## Question

A chain molecule of three silicon and two germanium atoms, saturated with hydrogen, loses one hydrogen atom. The bond energy is the energy of the two relaxed fragments, the heavy radical and the H atom, less that of the molecule; the shapes were relaxed with PBE0/def2-SVP. The table gives the error of this energy at several levels of theory.

Ansatz 0.2.0 and the AFQMC program afq 1: loss of one H atom from SiH3SiH2GeH2SiH2GeH3, with RHF determinants for the molecule and UHF for the fragments, frozen cores, and the def2-SVP basis except in rows marked CBS. The best estimate is CCSD(T) at the basis limit, with MP2 for the step beyond def2-TZVPP, plus the def2-SVP difference between released AFQMC and CCSD(T).

```tsv
level	this level less the best estimate at the basis limit (meV)	statistical noise, one standard error (meV)
HF	-837.0	0.000
MP2	-259.0	0.000
CCSD	-153.0	0.000
CCSD(T)	-147.0	0.000
ph-AFQMC/CISD	-123.0	17.000
released AFQMC	-157.0	13.000
HF/CBS	-854.0	0.000
MP2/CBS	-93.0	0.000
CCSD(T)/CBS	10.0	0.000
```

The error is the bond energy at the level named less the best estimate of 3.724 eV, so a negative value means a bond that is too weak. Rows marked CBS are taken to the limit of a complete basis set; all other rows use the small def2-SVP basis. Noise is the statistical uncertainty of the two Monte Carlo rows (AFQMC).

(a) Why does Hartree–Fock (HF) make the bond so weak, and why does a larger basis not help?

(b) CCSD(T) in the small basis has a larger error than MP2 at the basis limit. Is MP2 the better method for this bond? Use the MP2 rows and the small-basis CCSD(T) row to estimate the error of CCSD(T) at the limit, and check the result against the last row of the table.

(c) The triple excitations, the "(T)" in CCSD(T), lower the energy of the molecule by 479 meV. Why do they hardly change the bond energy?

(d) What can be concluded from the errors of the two AFQMC rows?

## Model answer

**(a)** The bond holds two electrons of opposite spin in the same region of space. In HF each electron feels only the average charge of the other, so the two come close to each other more often than real electrons do. Allowing them to avoid each other lowers the energy; this gain is the correlation energy. When the bond breaks, one electron leaves with the hydrogen atom and the other stays on the radical, and the correlation within that pair is lost. HF leaves out a gain that the molecule has and the separated fragments largely lack, and therefore underbinds.

The size of the effect fits this picture. In the small basis, the step from HF to CCSD strengthens the bond by 684 meV, about 4 per cent of the whole CCSD correlation energy of the molecule. The molecule has sixteen valence pairs, and the broken bond is one of them. The share is somewhat below one sixteenth, but such a count can give only the order of size: the pairs are not all alike, and the electrons of the radical adjust to one another anew once the bond is gone.

A larger basis gives the HF orbitals a better shape, but it can't supply a correlation that the method doesn't contain. The HF error is −837 meV in the small basis and −854 meV at the limit. The orbitals were already nearly good enough for this energy difference, and what remains is the fault of the method.

**(b)** No. The two rows fail for different reasons, and the comparison sets a basis error against a method error.

Two electrons of opposite spin can meet at a point, and their wave function has a sharp crease, a cusp, where they do. Smooth orbitals centred on the atoms reproduce this crease only slowly, as functions of higher and higher angular momentum are added. A small basis therefore loses part of the correlation energy of every pair, and the molecule has one pair more than the fragments. A correlated method in a small basis thus makes the bond too weak, even if the method itself is excellent.

MP2 has a second fault. It lets each pair of electrons be excited once, under the bare repulsion, and ignores how the excitations then act on one another. Coupled cluster includes this mutual action. In the small basis MP2 recovers 84.5 per cent of the CCSD correlation part of the bond energy and 83 per cent of the CCSD correlation energy of the whole molecule. Its shortfall is thus a general weakness in describing pairs here, and not a peculiarity of the bond that breaks.

The MP2 row in the small basis contains both faults. MP2 lies 112 meV below CCSD(T) in the same basis, and CCSD(T) itself lies 147 meV below the best estimate; together they make the error of −259 meV. Going to the limit removes the second part and leaves the first almost as it was, since MP2 then lies 103 meV below CCSD(T).

This near constancy has a physical reason. The crease at short distance is dominated by the direct repulsion of two electrons, which MP2 already contains. What MP2 lacks comes mostly from electrons at larger distances, which a modest basis can describe. The basis error and the method error can therefore be treated as adding:

$$\Delta_{\text{CCSD(T)}}^{\text{limit}} \approx \Delta_{\text{CCSD(T)}}^{\text{small}} + \left(\Delta_{\text{MP2}}^{\text{limit}} - \Delta_{\text{MP2}}^{\text{small}}\right)$$

Here $\Delta$ is the error in the table. With the values inserted,

$$-147 + \left(-93 + 259\right) = -147 + 166 = +19\ \text{meV}.$$

The table has +10 meV, so the estimate misses by 9 meV, while the whole basis step of CCSD(T) is 157 meV.

**(c)** Triple excitations describe three electrons avoiding each other at once. Their energy is gathered from the whole chain, where neighbouring bonds are close enough to influence one another. Nearly all of these bonds are still there after the hydrogen atom has left. Adding the triples changes the bond energy by only 6 meV. An equal share for each of the sixteen pairs would be about 30 meV, so the change is smaller than a count of bonds suggests. One reason is simple: a triple excitation needs three electrons, so the two electrons of the broken bond have no triples of their own to lose. Only triples shared with neighbouring bonds can be lost. The radical may win part of these back, because its half-empty orbital can take up an excited electron, but the output doesn't split the energy far enough to show this. The hydrogen atom has a single electron and no correlation energy, so the radical alone must be lowered by about 479 − 6 = 473 meV.

The pair correlation in part (a) behaves differently because breaking the bond destroys a pair. What counts for a bond energy is the part of a contribution that changes when the bond breaks, and this can be a tiny part of a large total.

**(d)** The released AFQMC row, in which the constraint on the random walk is lifted, has an error of −157 meV. Taken alone, this would make the most complete treatment of correlation in the table look worse than CCSD. But the row uses the small basis and carries the same basis error as its neighbours. Compared with CCSD(T) in that basis it differs by −10 meV, with a noise of 13 meV, so the two methods agree on the bond energy within the noise.

The phaseless row keeps the constraint and lies 24 meV above CCSD(T), which is 1.4 standard errors. The constraint may add a bias that the quoted noise doesn't include, but a difference of this size can also be chance. Nor could the row have shown a large error here: the released walk was admitted as the reference only if the two agreed within 25 to 40 meV, so the small error is partly a result of that choice. For the bond energy the row shows agreement within the noise and gives no ground for ranking the method above or below CCSD(T).

This agreement owes much to cancellation. The total energy of the molecule is 92 meV lower in the phaseless run than in CCSD(T), about ten times the noise of that run. The bond energies differ far less, so the radical must be shifted by a similar amount. Two methods can thus agree on a bond energy without agreeing on the total energies behind it.

## Remarks on the reasoning

In (b) it would be a mistake to read the column as a ranking of methods. A level of theory is a method together with a basis, and a fair comparison changes one of them at a time. Comparing HF, MP2 and CCSD(T) in the same basis shows what the methods lack; comparing one method in two basis sets shows what the basis lacks.

The success of the additive estimate should not be overrated. The limit of CCSD(T) was itself obtained with MP2 for the last part of the basis step, above a triple-zeta basis. For that part the agreement is built in, and only the step from the small basis to the triple-zeta one is tested. No constant was fitted to any row; the differences and the estimate are in the printed output below.

The +10 meV of CCSD(T) at the limit is not a measured weakness of that method either. The best estimate was formed by adding the small-basis difference between released AFQMC and CCSD(T) to the CCSD(T) limit. The +10 meV is that difference with its sign reversed, and it lies within the noise. For the same reason the −157 meV of the released row is the basis correction with its sign reversed, and no independent test of AFQMC.

The argument relies on the molecule being well described by one dominant configuration. The calculation supports this: its closed-shell solution is stable and the coupled-cluster amplitudes are small. For the radical, the same good behaviour is assumed here.

A good answer can carry the idea over to a neighbouring series. Suppose the hydrogen atom is not set free but passed to another radical of the same kind. One bond breaks, a similar one forms, and the number of pairs stays the same. Most of the HF error and most of the small-basis error should then cancel, so that cheap levels give the energy of this reaction much better than the bond energy itself. The same can't be expected of the barrier, where both bonds are stretched and the errors need not cancel.

Hydrides of silicon and germanium serve as precursors for the silicon–germanium layers used in transistors. In a model of film growth, a bond energy from a correlated method in a small basis would make the release of hydrogen atoms look too easy, by roughly 0.15 eV for CCSD(T) here. This says how far a level is from the best calculation, and not from experiment: all rows keep the germanium 3d shell frozen and leave out relativity and zero-point motion.

The analysis program printed:

```
Bond energy by level:
             row  bond energy in eV  percent of best estimate
              HF              2.887                     77.52
             MP2              3.465                     93.05
            CCSD              3.571                     95.89
         CCSD(T)              3.577                     96.05
   ph-AFQMC/CISD              3.601                      96.7
  released AFQMC              3.567                     95.78
          HF/CBS               2.87                     77.07
         MP2/CBS              3.631                      97.5
     CCSD(T)/CBS              3.734                     100.3
Basis step of HF, small basis to limit (meV): -17
Basis step of MP2, small basis to limit (meV): 166
Basis step of CCSD(T), small basis to limit (meV): 157
HF less CCSD(T), both in the small basis (meV): -690
HF less CCSD(T), both at the limit (meV): -864
MP2 less CCSD(T), both in the small basis (meV): -112
MP2 less CCSD(T), both at the limit (meV): -103
Correlation part of the bond energy, CCSD in the small basis (meV): 684
The same as percent of the CCSD correlation energy of the molecule: 4.113
MP2 share of the CCSD correlation in the bond energy (percent): 84.5
MP2 share of the CCSD correlation in the whole molecule (percent): 82.71
Lowering of the molecule by triples (meV): 478.8
Change of the bond energy by triples (meV): 6
Estimated error of CCSD(T) at the limit from the MP2 basis step (meV): 19
Estimate less the tabulated CCSD(T)/CBS error (meV): 9
Released AFQMC less CCSD(T), small basis (meV): -10
Noise of released AFQMC (meV): 13
Phaseless AFQMC less CCSD(T), small basis (meV): 24
The same in standard errors of the phaseless row: 1.412
```
